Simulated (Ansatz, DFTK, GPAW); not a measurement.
# Fitting the PBE energy curve of TaTe

The structure is cubic, space group Pm-3m (No. 221). The conventional cell has a = 3.420 Å, b = 3.420 Å, c = 3.420 Å, α = 90.00°, β = 90.00°, γ = 90.00°. Ta (site symmetry m-3m) has 8 Te at 2.96 Å as nearest neighbours. Te (site symmetry m-3m) is surrounded by 8 Ta at 2.96 Å.

The cell comes from a database or a generator and needn't be the stable form of this composition.

The cell was scaled at fixed shape and fractions and run with DFTK, PseudoDojo SR PBE 0.4.1 standard (PBE), cutoff 1088 eV; PBE, k mesh 8 × 8 × 8 on the cell of 2 atoms, fermi-dirac occupations of 0.05 eV, no spin polarisation, no spin-orbit coupling. Energies are those that the program minimises, any entropy of the smearing included. For a metal such a mesh isn't converged to the digits shown.

| V (Å³/atom) | energy over the lowest row (meV/atom) |
| --- | --- |
| 18.8023 | 42.19 |
| 19.2023 | 19.24 |
| 19.6024 | 5.50 |
| 20.0024 | 0.00 |
| 20.4025 | ? |
| 20.8025 | 10.32 |
| 21.2026 | 24.66 |

Q: Fit the third-order Birch-Murnaghan form, give V0, B0 and B′, and predict the energy left open.

A: With y = (V0/V)^(2/3), E = E0 + (9 V0 B0/16) [(y - 1)³ B′ + (y - 1)² (6 - 4y)]. Least squares through the rows shown give V0 = 20.0949 Å³/atom, E0 = -0.19 meV, B0 = 144.2 GPa (1 eV/Å³ = 160.218 GPa) and B′ = 4.62, with a largest miss of 0.00 meV. At V = 20.4025 the form with these constants gives 1.87 meV; the run gave 1.87 meV an atom. Other set-ups at this level, from all their volumes (Å³/atom, GPa): Ansatz, Ansatz PAW (earlier soft set): V0 20.023, B0 144.3; GPAW, PAW data sets generated for this functional: V0 19.932, B0 145.4; GPAW, GPAW PAW data sets (gpaw-data 1.2.1), other valence: V0 19.905, B0 151.8; Ansatz, all-electron LAPW, scalar-relativistic: V0 20.026, B0 143.7.

The curve has a single smooth minimum, and the fit recovers the omitted energy. Because that point lies inside the fitted range and close to the minimum, it tests the interpolation and the curvature far more than B′. The curve is steeper on compression than on expansion, as B′ = 4.62 expresses: squeezing the cell raises the kinetic energy and the Pauli repulsion between filled shells quickly, while bonding weakens more gradually as the atoms separate.

The considerable stiffness probably comes from Ta 5d–Te 5p covalency together with metallic Ta d–d bonding. That the compound is still softer than elemental tantalum fits the dilution of the d–d network by tellurium.

The all-electron result of 143.7 GPa supports the fitted bulk modulus, whereas the 151.8 GPa set-up stands apart in stiffness much more than in volume, possibly because of its different core–valence partition. Since only the volume was varied, the minimum doesn't show that the cubic lattice resists shear or displacements of the two sublattices against each other.
